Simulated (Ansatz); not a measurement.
## Nb: the change of pressure with volume scale

All results are calculated (Ansatz 0.2.0). Periodic Kohn-Sham DFT of a crystal at fixed atoms, scaled to volume_scale times the given cell; pressure positive in compression, energy less spherical unpolarised free atoms, largest_vzz the field gradient of largest size among the nuclei.

The cell before it is scaled or strained (space group Fm-3m, No. 225):
```
cell vectors (Å)
   0.0000     2.1150     2.1150
   2.1150     0.0000     2.1150
   2.1150     2.1150     0.0000
atoms (fractions of the cell vectors)
Nb  0.00000  0.00000  0.00000
```

Settings of every row: method all-electron PAW; functional PBEsol; relativity scalar; k mesh 13x13x13; filling fermi-dirac; smearing width 0.08 eV; nucleus gaussian.

Atom start moment: 0 on all atoms.

| row | volume scale | V (Å³/atom) | pressure (GPa) |
| --- | --- | --- | --- |
| 1 | 0.94 | 17.786 | 3.858 |
| 2 | 0.95 | 17.976 | 1.893 |
| 3 | 0.96 | 18.165 | 0.02 |
| 4 | 0.98 | 18.543 | ? |
| 5 | 0.99 | 18.733 | -5.096 |
| 6 | 1 | 18.922 | -6.644 |
| 7 | 1.01 | 19.111 | -8.119 |
| 8 | 1.02 | 19.3 | -9.522 |
| 9 | 1.04 | 19.679 | -12.132 |
| 10 | 1.05 | 19.868 | -13.343 |
| 11 | 1.06 | 20.057 | -14.496 |

Question: what pressure should row 4 give?

Worked fit of pressure. Take u = (V_r/V)^(2/3) − 1 with V_r = 19.017 Å³ an atom, which is twice the finite (Eulerian) strain; such expansions in the strain, on which the Birch-Murnaghan equation of state is built, carry the rest volume and the bulk modulus. The shown rows have u = 0.04562, 0.03824, 0.03103, 0.01008, 0.00334, -0.00328, -0.0098, -0.02255, -0.02876, -0.03487. Least squares give pressure = −7.3927 + 222.307 × u + 534.26 × u² GPa; a straight line predicts inner rows, each left out in turn, worse (root mean square 0.31 against 0.0027 GPa). The rows lie off it by -0.003, 0.003, 0.000, 0.002, 0.000, -0.003, -0.002, 0.002, 0.001, -0.001. The pressure vanishes at u = 0.0310, or V = 18.17 Å³ an atom, and there the bulk modulus at fixed shape and fractions is B = −V dP/dV = (2/3)(1 + u) dP/du = 176 GPa. The withheld row has u = 0.01697, so the fit gives −7.3927 + 222.307 × (0.01697) + 534.26 × (0.01697)² = -3.466 GPa.

The calculation gave -3.472 GPa. The fit lies 0.006 GPa (0.033 % of the column's range) above it; its largest miss of a shown row is 0.003 GPa.
